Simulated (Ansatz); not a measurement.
A series in volume per atom on Cu

All results are calculated (Ansatz 0.2.0 development build). Equation of state of a cubic crystal from periodic Kohn-Sham density functional theory without spin; pressure corrected for the finite basis.

Cell of the first row (space group Fm-3m, No. 225):
```
Cu
1.0
      0.0000     1.7781     1.7781
      1.7781     0.0000     1.7781
      1.7781     1.7781     0.0000
Cu
1
Direct
  0.00000 0.00000 0.00000
```

Settings of every row: formula Cu; structure type fcc; functional PBE; spin treatment none; k mesh 26x26x26; occupation method fermi-dirac; occupation width 0.061225619 eV; wave cutoff 700 eV; datasets hard PAW; density cutoff ratio 4.

Limits: the SCF threshold is loose for a stress in some rows.

| row | volume per atom (Å³) | pressure (GPa) | energy above lowest point (meV/atom) |
| --- | --- | --- | --- |
| 1 | 11.243 | 10.074 | 21.01 |
| 2 | 11.482 | 6.273 | 8.86 |
| 3 | 11.722 | 2.905 | 2.06 |
| 4 | 11.961 | ? | ? |
| 5 | 12.2 | -2.728 | 2.14 |
| 6 | 12.439 | -5.072 | 8 |
| 7 | 12.678 | -7.148 | 17.15 |

Question: what pressure should row 4 give?

Worked fit of pressure. Take u = (V_r/V)^(2/3) − 1 with V_r = 11.961 Å³ an atom, which is twice the finite (Eulerian) strain; such expansions in the strain, on which the Birch-Murnaghan equation of state is built, carry the rest volume and the bulk modulus. The shown rows have u = 0.04213, 0.02762, 0.01355, -0.0131, -0.02579, -0.03807. Least squares give pressure = −0.0828 + 210.691 × u + 688.31 × u² + 765 × u³ GPa; a parabola predicts inner rows, each left out in turn, worse (root mean square 0.017 against 0.0074 GPa). The rows lie off it by 0.001, -0.005, 0.005, -0.002, 0.000, 0.000 (root mean square 0.003 GPa). The pressure vanishes at u = 0.0004, or V = 11.95 Å³ an atom, and there the bulk modulus at fixed shape and fractions is B = −V dP/dV = (2/3)(1 + u) dP/du = 141 GPa. The withheld row has u = 0, so the fit gives −0.0828 + 210.691 × (0) + 688.31 × (0)² + 765 × (0)³ = -0.083 GPa.

The calculation gave -0.081 GPa. The fit lies 0.002 GPa (2.5 % of the value, 0.012 % of the column's range) below it; its largest miss of a shown row is 0.005 GPa.

The other values of row 4: energy above lowest point 0 meV/atom.
